### Rhodium under squeeze and stretch: seven questions to one curve

Two conversions make an energy–volume curve readable. A slope of 1 meV/Å³ is a pressure of about 0.16 GPa, and a change of 1 % in bond length is a change of 3 % in volume. The table gives the energy $E$ per atom of face-centred cubic rhodium at seven volumes $V$ per atom, computed with the PBE functional for atoms at rest. The analysis printed after this page uses the same volumes with more digits.

Energy of face-centred cubic rhodium at scaled volumes, computed with JDFTx 1.7.0 (patched build) using PBE and scalar-relativistic PseudoDojo 0.5 standard pseudopotentials, without spin polarisation. The plane-wave cutoff is 1197.3 eV, the k mesh 12×12×12 and the Fermi–Dirac smearing width 0.05 eV. Energies are counted from the minimum of a Birch–Murnaghan fit.

| volume (Å³/atom) | energy (meV/atom) |
| --- | --- |
| 12.85 | 100.84 |
| 13.12 | 57.86 |
| 13.40 | 27.79 |
| 13.67 | 9.22 |
| 13.94 | 0.79 |
| 14.22 | 1.37 |
| 14.49 | 9.93 |

**1. At which volume would the metal come to rest?**

The lowest row is 13.94 Å³, but the minimum need not fall on a row. The next row, 14.22 Å³, lies almost as low, so the minimum sits near the midpoint of the two, a little towards the lower one. The fitted curve puts it at 14.06 Å³, and the energies are counted from there.

That there is a minimum at all comes from two opposing tendencies. When atoms approach, their partly filled d shells overlap more, the d bands broaden, and the occupied bonding states sink in energy. At the same time the outer electrons are confined to less space and pushed towards the filled inner shells, which raises their kinetic energy. The repulsion has the shorter range, so it wins at small volume and the bonding wins at large volume.

**2. The volumes were scaled from a cell of 13.67 Å³. Is that cell at rest?**

It is not, although its energy hardly shows it. The cell lies only 9 meV per atom above the minimum, and its bonds are shorter than at rest by about 1 %. The pressure follows from the two neighbouring rows: the energy falls by 27 meV over 0.55 Å³, which is 49 meV/Å³ or 7.9 GPa.

A small energy can thus go with a large pressure. Near a minimum the energy grows with the square of the displacement, while the pressure grows with its first power. A cell that looks nearly relaxed by its energy can still be under a load of many thousand atmospheres.

**3. Why does the compressed end lie ten times as high as the stretched end?**

Most of this is a matter of where the rows lie. The first row is 1.21 Å³ away from the minimum and the last only 0.43 Å³. For a perfect spring the energies would differ by the square of that ratio, about 7.9, and the 9.93 meV of the last row would become some 79 meV at the first.

The table has 101 meV there, so about 22 meV are left for a real asymmetry. It shows clearly when each energy is divided by its squared volume shift. A perfect spring would give one constant, but this quotient falls at every step of expansion, from 69 to 54 meV/Å⁶.

The different ranges of the two tendencies explain the direction. Take a schematic energy $A e^{-ar} - C e^{-br}$ at bond length $r$, with repulsion first, bonding second and $a > b$. At the minimum the two slopes cancel, and the third derivative divided by the second is then $-(a+b)$. This is negative for any such pair, so the curve is steeper on the compressed side and flatter on the stretched side. Drawn against volume, the asymmetry is stronger still: equal steps in volume are smaller steps in bond length the further the metal is stretched, so even a perfect spring in bond length would look lopsided in this table.

**4. How stiff is rhodium, and can this be read from a few rows?**

The bulk modulus $B = -V\,dP/dV$ says how much pressure $P$ a given relative change of volume needs. Around 13.94 Å³ the mean pressure drops from 4.94 GPa in the step before the row to −0.34 GPa in the step after it. That is 5.28 GPa over 0.273 Å³, and multiplied by the volume it gives about 270 GPa.

The same reading around 14.22 Å³ gives 243 GPa. Interpolated to the minimum, the two yield 258 GPa, in agreement with the 257 GPa of a Birch–Murnaghan fit to all seven rows. Reducing the volume by 1 % therefore takes about 2.6 GPa.

The difference between the two neighbouring values deserves as much attention as their mean. An expansion of 2 % lowers the modulus by about 10 %. A bulk modulus is therefore only as well defined as the volume at which it is taken.

**5. Which simple curve carries furthest into compression?**

A parabola in volume is the obvious choice, but a parabola in density, that is in $1/V$, does much better. To see why, let the energy be quadratic in some power of the volume, $E = c\,(V^p - V_0^p)^2$, with $V_0$ the volume at rest. Since $P = -dE/dV$, the slope of the modulus with pressure is $B' = -1 - V E'''/E''$, where the primes on $E$ mean derivatives by volume. At $V_0$ the last quotient is $3(p-1)$, so that $B' = 2 - 3p$.

A parabola in volume ($p = 1$) thus has $B' = -1$: its modulus would fall under pressure. A parabola in density ($p = -1$) has $B' = 5$, close to the 5.21 that the Birch–Murnaghan fit finds for rhodium. Written with the bulk modulus, the density form is

$$E = \tfrac{1}{2} B V_0 \left(\frac{V_0}{V} - 1\right)^2 .$$

Here is the estimate for the most compressed row, with $V_0$ = 14.06 Å³ and $B$ = 257 GPa, or 1.61 eV/Å³. Half of $B V_0$ is 11.3 eV. At 12.851 Å³ the density is 9.4 % above its value at rest, and the square of that is 0.0089. The product is about 100 meV, against 100.8 meV in the table.

A density parabola fitted only to the four rows with the largest volumes gives the same two constants, so the three most compressed rows are not needed to fix them; only the choice of the form leaned on all seven rows, through $B'$. At the most compressed row this fitted density parabola falls short by 0.6 meV, while a parabola in volume fitted to the same four rows falls short by 16 meV. The small shortfall that remains has the expected sign, because the true $B'$ is slightly above 5. The density form is a compact description of the curve; the physical reason for the stiffening is the one under question 3.

**6. Which digits can be trusted?**

At the fixed settings of this calculation, nearly all of them, provided that the volumes are not rounded too early. At the steep end an error of 0.005 Å³ in volume shifts the energy by 0.8 meV, far more than the last printed digit of the energy. Rounding of the energies is harmless by comparison: it changes the modulus read from three rows around 14.22 Å³ by at most 0.6 GPa. The k mesh and the cutoff, however, are usual working values and not limits, and the table does not test how far finer ones would shift the last digits.

As a statement about real rhodium, far fewer digits hold. PBE tends to make metals of this row of the periodic table slightly too large, and the vibrations left out here would expand the lattice a little more. Along the computed curve, an error of 1 % in volume moves the modulus by about 5 %, or 13 GPa. For the metal itself even the second digit of the modulus is thus uncertain, and a smooth fit can't improve on that.

**7. What would change if rhodium were replaced by silver?**

The minimum would move to larger volume and the curve would become flatter. In rhodium the d band is already well over half full, so the electrons added on the way to silver enter antibonding d states. The d shell then contributes little net attraction, the balance with the repulsion is struck at a greater distance, and both forces vary more gently there.

The formula of question 5 turns this into a number. For silver, recalled rough values are 17 Å³ per atom and 100 GPa, so the product $B V_0$ is about half that of rhodium. The same relative change of density should then cost about half the energy. For a neighbouring metal it is this product, more than the modulus alone, that tells how much energy per atom a given relative change of density will store.

Output of the analysis:

```
Curve row by row:
    row  Rh-Rh distance (angstrom)  energy step from row above (meV)  mean pressure over that step (GPa)  energy over squared volume shift (meV/angstrom^6)
  12.85                      2.629                               n/a                                 n/a                                              68.83
  13.12                      2.648                            -42.98                               25.18                                               65.9
   13.4                      2.666                            -30.07                               17.62                                              63.12
  13.67                      2.684                            -18.57                               10.88                                              60.58
  13.94                      2.702                             -8.43                                4.94                                              58.02
  14.22                      2.719                              0.58                             -0.3399                                              55.76
  14.49                      2.737                              8.56                              -5.016                                              53.66
Rh-Rh distance at the fitted minimum (angstrom): 2.709
length change from given cell to minimum (%): 0.9423
pressure at the given cell from its two neighbours (GPa): 7.91
local bulk modulus at 13.12 (GPa): 363.1
local bulk modulus at 13.94 (GPa): 269.3
local bulk modulus at 14.22 (GPa): 243.1
local bulk modulus interpolated to the fitted minimum (GPa): 258.1
largest effect of energy rounding on the modulus at 14.22 (GPa): 0.6094
energy change for 0.005 angstrom^3 between the first two rows (meV): 0.7859
fit of energy on 4 rows (vx > 13.5): constant 9.168 +/- 0.22, coefficient of dv -623.6 +/- 18, coefficient of dv**2 10619 +/- 288; rms 0.115, worst 13.94 0.154, leave-one-out rms 0.768
  rows outside the fit (model, value, miss): 12.85 84.81, 100.8, -16; 13.12 51.1, 57.86, -6.76; 13.4 25.89, 27.79, -1.9
fit of energy on 4 rows (vx > 13.5): constant 9.218 +/- 0.0087, coefficient of dr 663.9 +/- 0.74, coefficient of dr**2 11951 +/- 13; rms 0.00445, worst 14.22 -0.00609, leave-one-out rms 0.0298
  rows outside the fit (model, value, miss): 12.85 100.3, 100.8, -0.554; 13.12 57.63, 57.86, -0.232; 13.4 27.74, 27.79, -0.0458
minimum volume from the density parabola (angstrom^3): 14.06
bulk modulus from the density parabola (GPa): 257.4
```
